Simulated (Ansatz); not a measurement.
Ag: pressure against volume per atom

Periodic Kohn-Sham DFT of a crystal at fixed atoms; pressure and stress are positive in compression; the energy is the free energy less that of spherical unpolarised free atoms; site moments are those in the method's own spheres, positive along +z. The results are calculated, by Ansatz 0.2.0.

Cell of the first row (space group Fm-3m, No. 225):
```
cell vectors (Å)
   0.0000     2.0014     2.0014
   2.0014     0.0000     2.0014
   2.0014     2.0014     0.0000
atoms (fractions of the cell vectors)
Ag  0.00000  0.00000  0.00000
```

Settings of every row: method frozen-core PAW; functional PBEsol; relativity scalar; k mesh 15x15x15; filling fermi-dirac; smearing width 0.03 eV; wave cutoff 420 eV; paw set soft_2.

Atom start moment: 0 on all atoms.

Limits: PAW files made with PBE.

| row | volume per atom (Å³) | pressure (GPa) |
| --- | --- | --- |
| 1 | 16.033 | 4.89 |
| 2 | 16.375 | 1.992 |
| 3 | 16.716 | -0.543 |
| 4 | 16.886 | -1.687 |
| 5 | 17.057 | -2.756 |
| 6 | 17.227 | -3.753 |
| 7 | 17.398 | -4.684 |
| 8 | 17.739 | -6.359 |
| 9 | 18.08 | ? |

Question: what pressure should row 9 give?

Worked fit of pressure. Take u = (V_r/V)^(2/3) − 1 with V_r = 16.971 Å³ an atom, which is twice the finite (Eulerian) strain; such expansions in the strain, on which the Birch-Murnaghan equation of state is built, carry the rest volume and the bulk modulus. The shown rows have u = 0.03863, 0.02412, 0.01014, 0.00335, -0.00336, -0.00993, -0.01643, -0.02908. Least squares give pressure = −2.2269 + 159.704 × u + 618.68 × u² + 428 × u³ GPa; a parabola predicts inner rows, each left out in turn, worse (root mean square 0.0044 against 0.0019 GPa). The rows lie off it by 0.000, 0.001, 0.000, -0.002, 0.001, -0.001, 0.002, -0.001. The pressure vanishes at u = 0.0133, or V = 16.64 Å³ an atom, and there the bulk modulus at fixed shape and fractions is B = −V dP/dV = (2/3)(1 + u) dP/du = 119 GPa. The withheld row has u = -0.04132, so the fit gives −2.2269 + 159.704 × (-0.04132) + 618.68 × (-0.04132)² + 428 × (-0.04132)³ = -7.800 GPa.

The calculation gave -7.804 GPa. The fit lies 0.004 GPa (0.032 % of the column's range) above it; its largest miss of a shown row is 0.002 GPa. This row lies beyond the range of the fit.
